### Question

I am looking at a hydrogen atom that is passed from silane to a second hydrogen atom, SiH₄ + H → SiH₃ + H₂. The three atoms Si–H–H lie on a line, and the scan distance is that from silicon to the moving hydrogen.

Energies of SiH₄ + H → SiH₃ + H₂ (neutral doublet) along a scan with rigid fragments from PBE0/def2-TZVP, computed with Ansatz 0.2.0 in the cc-pVTZ basis. PBE is unrestricted. Coupled cluster and NEVPT2 keep the silicon 1s, 2s and 2p electrons frozen, and NEVPT2 is strongly contracted, with a valence space of 9 electrons in 9 orbitals.

| scan distance (Å) | PBE, energy from the start of the scan (kJ/mol) | BCCD(T), energy from the start of the scan (kJ/mol) | RCCSDT, energy from the start of the scan (kJ/mol) | UCCSD(T), energy from the start of the scan (kJ/mol) | RHF, energy from the start of the scan (kJ/mol) | NEVPT2 valence space, energy from the start of the scan (kJ/mol) |
| --- | --- | --- | --- | --- | --- | --- |
| 1.485 | 0.00 | 0.00 | 0.00 | 0.00 | 0.00 | 0.00 |
| 1.569 | -6.10 | 0.30 | 0.20 | 0.30 | 10.30 | 0.10 |
| 1.736 | -14.70 | 1.60 | 1.30 | 1.70 | 38.20 | 0.70 |
| 1.904 | -34.20 | -19.60 | -19.90 | -19.60 | 17.60 | -20.50 |
| 2.072 | -44.80 | -40.90 | -41.00 | -40.90 | -19.10 | -40.90 |

1. Why is the last point lower than the first?
2. Why does the energy at the coupled-cluster levels hardly rise while the Si–H bond is being stretched?
3. Why does RHF see a large hump?
4. Why does PBE see none?
5. Would some Hartree–Fock exchange mixed into PBE help?
6. Is this a case where methods built on one determinant break down?
7. Which digits can I trust, and can I read off a barrier?

### Answer

#### 1. The end of the path

An H–H bond is stronger than an Si–H bond, so the exchange pays. With coupled cluster the last point lies 41 kJ/mol below the first. This is not the reaction energy of free molecules, because the outer atoms appear to stay fixed, 2.82 Å apart, while only the middle hydrogen moves. At the start the second hydrogen atom is already pressed against silane, and at the end H₂ still sits close to SiH₃.

#### 2. Two bonds that share one electron

At 1.736 Å the Si–H bond is stretched by a quarter of an ångström, which alone would cost tens of kJ/mol. RCCSDT, coupled cluster with full triple excitations, finds a rise of only 1.3 kJ/mol. The growing H–H bond pays for the fading Si–H bond. It cannot pay in full, since the moving atom brings one electron and both neighbours want to pair with it.

London's formula for three electrons on three atoms puts this into numbers:

$$E = Q - \sqrt{\tfrac12\left[(J_1-J_2)^2+(J_2-J_3)^2+(J_3-J_1)^2\right]}$$

Here $J_1$, $J_2$ and $J_3$ are the pairing energies of Si–H, H–H and the distant outer pair, and $Q$ collects what doesn't depend on pairing. Take the moment when the two bonds are equally strong, $J_1=J_2=J$, and neglect $J_3$. The root then gives $|J|$. Two independent bonds would give $2|J|$, and one bond beside an unpaired neighbour only $|J|/2$, because that neighbour is repelled. Sharing therefore removes much of the hump, but it doesn't create a second bond.

With rough bond curves for Si–H and H–H and nothing fitted, the formula gives a hump of some 15 kJ/mol and then an end point about 50 below the start. The hump is too high, but the shape is right. Simply adding the two bond curves fails badly: it lets the energy fall by some 70 kJ/mol up to 1.736 Å, where coupled cluster finds a small rise.

Methane would be the natural neighbour to try. Its C–H bond is stronger than Si–H and about as strong as H–H, so the same reasoning predicts a higher hump and a much smaller gain.

#### 3. RHF and the shared atom

The difference between RHF and coupled cluster is the correlation energy, here counted from the restricted determinant. The table thus shows that correlation lowers the energy by 37 kJ/mol more at 1.736 Å than at the start. That is plausible on physical grounds: while both bonds are only half made, the electrons gain by keeping to different atoms, but RHF lets each feel only the average of the others. It also can't let the spins polarise along the chain.

At the last point the H–H bond has reached its normal length, yet RHF is still 22 kJ/mol too high relative to the start. A likely reason is that the compact electron pair of H₂ has more correlation energy than the wider pair of an Si–H bond. The RHF error would then have two parts, one from the sharing and one from the change of bond, though the table can't separate them.

#### 4. PBE and the spread-out electron

PBE falls at every step. Compared with RCCSDT it is too low by 16 kJ/mol at 1.736 Å and by 14 at 1.904 Å, but by only 4 at the end. The error is thus largest where the hydrogen is shared.

This is the known pattern of self-interaction error. In PBE an electron partly repels itself, and it can lessen this repulsion by spreading over several atoms. The odd electron does just that while the two bonds are exchanged, so these geometries come out too stable. The table shows where the error sits; its cause is argued from theory.

Hydrogen atoms that strip silane to SiH₃ matter in the plasma growth of silicon films for transistors and solar cells. Along this path PBE would make that step look too easy.

#### 5. Mixing the two

RHF is too high and PBE too low at all four points after the start, so a mixture should help. I fitted a single share of RHF to these four points, and it came out at 0.28. The start is left out because every level is zero there by definition. For 1.736 Å, which was part of the fit, the mixture gives

$$-14.7 + 0.28\times(38.2+14.7) \approx 0.1\ \text{kJ/mol},$$

against 1.3 from RCCSDT. An error of 16 has shrunk to about 1.

At the last point the same share gains almost nothing: the mixture is 3 kJ/mol too high where PBE was 4 too low. There the atom belongs mostly to H₂ and PBE needs little repair, whereas RHF still carries its error for the new bond. The output below lists the fit and both bond models. A real hybrid functional mixes only the exchange and keeps the correlation of the functional, so the fitted share makes it plausible that hybrids help but doesn't recommend a setting.

#### 6. One determinant or several

The relative energies show no sign of a breakdown. The three coupled-cluster levels start from different determinants or orbitals and treat triple excitations differently, yet they agree within 0.4 kJ/mol. NEVPT2, which starts from many determinants, stays within 0.6 kJ/mol of RCCSDT. RHF fails here because it lacks correlation, and coupled cluster built on one determinant recovers it.

The agreement with NEVPT2 holds for differences only. At the start its total energy lies about 1 eV above that of coupled cluster, and this gap cancels along the path.

#### 7. Digits and barriers

The fall of 41 kJ/mol is firm to a few tenths among the correlated levels, within this one basis. The small hump is not. At 1.736 Å these levels range from 0.7 to 1.7 kJ/mol, so their disagreement is nearly as large as the hump itself.

The coarse steps blur it further. At the start the computed force already pulls the moving hydrogen towards its new partner, so the energy must first dip before it rises. A smooth curve through this slope and the next two points has a dip of about half a kJ/mol and a top of about 3 near 1.7 Å. "A few kJ/mol" is all that should be said of the hump.

Nor is the hump the activation energy. The forces at the start push silicon and the outer hydrogen apart, so the climb from free SiH₄ and H to this squeezed geometry has already happened before the table begins. Whatever error a method makes on that climb is hidden in the common zero.

For choosing a functional, this gives a practical rule: test it where the atom is shared, not only at the two ends. Judged by its first and last points, PBE looks good to 4 kJ/mol, while between them it is wrong by four times as much.

Numerical output:

```
Level less RCCSDT in kJ/mol:
    row  H-H in angstrom    PBE   RHF  UCCSD(T)  BCCD(T)  NEVPT2
  1.485            1.335      0     0         0        0       0
  1.569            1.251   -6.3  10.1       0.1      0.1    -0.1
  1.736            1.084    -16  36.9       0.4      0.3    -0.6
  1.904            0.916  -14.3  37.5       0.3      0.3    -0.6
  2.072            0.748   -3.8  21.9       0.1      0.1     0.1
Largest gap between UCCSD(T) and NEVPT2 in kJ/mol: 1
fit of need on 4 rows (x > 0.01): coefficient of gap 0.2789 +/- 0.029; rms 1.99, worst 2.072 3.37, leave-one-out rms 2.36
  rows outside the fit (model, value, miss): 1.485 0, 0, 0
RHF share that would repair PBE at 1.736 angstrom: 0.3025
RHF share that would repair PBE at the last point: 0.1479
Bond models in kJ/mol from the start:
    row  RCCSDT  London formula  independent bonds
  1.485       0               0                  0
  1.569     0.2           5.374             -29.36
  1.736     1.3           14.76             -69.41
  1.904   -19.9          -14.54             -91.77
  2.072     -41          -52.08             -79.98
Interpolated dip after the start in kJ/mol: -0.517
Interpolated top in kJ/mol: 3.104
Si-H distance of the interpolated top in angstrom: 1.683
```
